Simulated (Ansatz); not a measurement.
# Ligand exchange: HI + C2H7InO → HOI + C2H7In

Species: HI (hydrogen iodide), singlet; C2H7InO `C[CH2][InH][OH]`, singlet; HOI `OI`, singlet; C2H7In `C[CH2][InH2]`, singlet. The partners trade H for OH: I–H and In–OH bonds give way to I–OH and In–H.

Shapes, held fixed at every level: PBE0-D4/def2-TZVP. Flexible molecules stand in one conformer, not always the lowest. Programs: Ansatz 0.2.0. The zero-point and thermal change to 298 K, harmonic and unscaled (PBE0-D4/def2-TZVP), is -2.9 kJ/mol.

```tsv
level	kind	ΔH(298 K) (kJ/mol)	less CCSD(T)/def2-TZVPP	CPU time (sum over the molecules)
HF/def2-SVP	Hartree–Fock	+205.2	+10.4	–
PBE-D4/def2-TZVPP	GGA	+179.1	-15.7	16 s
B3LYP-D4/def2-TZVPP	global hybrid	+182.1	-12.7	26 s
BHLYP-D4/def2-TZVPP	global hybrid	+189.6	-5.2	17 s
wB97M-V/def2-TZVPP	range-separated hybrid	+185.4	-9.4	65 s
wB97X-V/def2-TZVPP	range-separated hybrid	+185.7	-9.1	53 s
B2PLYP/def2-TZVPP	double hybrid	+191.6	-3.2	32 s
CCSD(T)/def2-TZVPP	coupled cluster or CI	+194.8	0.0	9 min
```

The highest level, CCSD(T)/def2-TZVPP, gives ΔH(298 K) = +194.8 kJ/mol; the levels span +179.1 to +205.2. The column of differences is taken from that level and isn't an error. No measured value is set beside it here. For atoms past krypton def2 sets carry core potentials with scalar relativity. Outer-core shells of I, In are correlated in most correlated rows, in sets that cover them unevenly. Times are processor times on shared x86 and Arm servers, and rough.

The exchange is strongly endothermic at every level, and the thermal term of -2.9 kJ/mol is far too small to matter, so the cost lies in the bonds themselves. Indium is electropositive and holds hydroxide through a short, strongly polar bond, which is given up for a weaker, less polar In–H bond. Iodine gains little in return: the O–I bond of hypoiodous acid is weak, with modest polarity and repulsion between lone pairs on both atoms. Formally, iodide is oxidised to iodine(+1) while a proton becomes a hydride, an unfavourable redox change for this pair.

The density functionals all fall below the coupled-cluster value, PBE-D4 furthest, perhaps because approximate exchange treats the polar In–O and lone-pair-rich O–I bonds unevenly. This spread leaves the sign untouched, and the reverse exchange is clearly downhill in enthalpy. The result doesn't make the indium hydroxide inert towards HI, since protonolysis to water and an In–I bond is a separate and chemically more natural path.
